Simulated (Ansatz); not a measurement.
## Ligand exchange: Sc(CH3)(NH2)2 + SiH2(CH3)(NH2) → Sc(NH2)3 + SiH2(CH3)2

Gas-phase species: Sc(CH3)(NH2)2, singlet; SiH2(CH3)(NH2), singlet; Sc(NH2)3, singlet; SiH2(CH3)2 (dimethylsilane), singlet. The partners trade CH3 for NH2: Sc–CH3 and Si–NH2 bonds give way to Sc–NH2 and Si–CH3.

Shapes, held fixed at every level: PBE0-D4/def2-TZVP. Flexible molecules stand in one conformer, not always the lowest. Programs: Ansatz 0.2.0. Electronic energies: no zero-point or thermal term.

(1) Estimate ΔE of this reaction.

## Answers

(1) The highest level, CCSD(T)/def2-TZVPP, gives ΔE = -74.1 kJ/mol; the levels span -78.1 to -69.5. The column of differences is taken from that level and isn't an error. No measured value is set beside it here. Outer-core shells of Sc are correlated, in sets that cover them unevenly.

```csv
level,kind,ΔE (kJ/mol),less CCSD(T)/def2-TZVPP
HF/def2-SVP,Hartree–Fock,-69.5,+4.6
r2SCAN-D4/def2-TZVPP,meta-GGA,-74.0,+0.1
B3LYP-D4/def2-TZVPP,global hybrid,-74.0,+0.1
BHLYP-D4/def2-TZVPP,global hybrid,-70.5,+3.6
r2SCAN0-D4/def2-TZVPP,global hybrid,-71.5,+2.6
wB97X-V/def2-TZVPP,range-separated hybrid,-72.2,+1.9
CCSD(T)/def2-SVP,coupled cluster or CI,-78.1,-4.0
CCSD(T)/def2-TZVPP,coupled cluster or CI,-74.1,0.0
```

The exchange is clearly exothermic at every level, with CCSD(T)/def2-TZVPP giving -74.1 kJ/mol: amide prefers scandium and methyl prefers silicon. Both metal–nitrogen and silicon–nitrogen bonds are strong and polar, so what counts is the difference in nitrogen's advantage over carbon at the two centres. That advantage is larger at Sc(III), which is more electropositive and has empty d orbitals that can accept the amide lone pair. Methyl has no such lone pair to offer, and it forms a robust, more covalent bond to silicon.

In the same small basis, correlation deepens the exothermicity from -69.5 to -78.1 kJ/mol, which suggests that Hartree–Fock undervalues the donation from nitrogen to scandium. Enlarging the basis takes back part of this gain at the coupled-cluster level. That shift is comparable to the spread among the functionals, so the near coincidence of r2SCAN-D4 and B3LYP-D4 with the highest level doesn't establish their superiority. The reaction energy alone doesn't separate σ-bond polarity from π donation.
